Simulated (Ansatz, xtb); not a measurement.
Ligand exchange: Cl2 + BH(CH3)I → ICl + BH(CH3)Cl

Species: Cl2 (chlorine), singlet; BH(CH3)I, singlet; ICl, singlet; BH(CH3)Cl, singlet. The partners trade Cl for I: Cl–Cl and B–I bonds give way to Cl–I and B–Cl.

Shapes, held fixed at every level: PBE0-D4/def2-TZVP. Programs: Ansatz 0.2.0, xtb 6.7.1. The zero-point and thermal change to 298 K, harmonic and unscaled (PBE0-D4/def2-TZVP), is +1.3 kJ/mol.

| level | kind | ΔH(298 K) (kJ/mol) | less CCSD(T)/def2-TZVPP |
| --- | --- | --- | --- |
| GFN1-xTB | semi-empirical | -97.3 | +19.6 |
| B3LYP-D4/def2-TZVPP | global hybrid | -123.9 | -7.0 |
| r2SCAN0-D4/def2-TZVPP | global hybrid | -122.6 | -5.7 |
| B2PLYP/def2-TZVPP | double hybrid | -122.7 | -5.8 |
| MP2/def2-SVP | perturbation theory | -131.6 | -14.7 |
| MP2/def2-TZVPP | perturbation theory | -116.7 | +0.2 |
| CCSD/def2-SVP | coupled cluster or CI | -130.4 | -13.5 |
| CCSD(T)/def2-TZVPP | coupled cluster or CI | -116.9 | 0.0 |

The highest level, CCSD(T)/def2-TZVPP, gives ΔH(298 K) = -116.9 kJ/mol; the levels span -131.6 to -97.3. The column of differences is taken from that level and isn't an error. No measured value is set beside it here. For atoms past krypton def2 sets carry core potentials with scalar relativity. Outer-core shells of I are correlated in most correlated rows, in sets that cover them unevenly.

Every level makes the exchange strongly exothermic, with CCSD(T)/def2-TZVPP giving -116.9 kJ/mol. The driving force lies on the boron side. Chlorine's compact 3p orbitals overlap better with boron than iodine's diffuse 5p orbitals, and its higher electronegativity adds ionic character to the bond. Donation from a chlorine lone pair into the empty boron p orbital probably helps too. Replacing Cl–Cl by the somewhat weaker I–Cl bond offsets only a small part of this gain.

Basis size matters more here than the step from MP2 to CCSD(T): MP2 moves from -131.6 to -116.7 kJ/mol between the two sets, whereas MP2 and CCSD(T) nearly coincide in the larger one. The strongly negative CCSD/def2-SVP value therefore probably reflects its small basis more than the missing triples. The close MP2 agreement may owe something to cancellation between the two sides of the reaction. The exothermicity is well supported, but it says nothing about the barrier or whether exchange would outpace other reactions of chlorine with the borane.
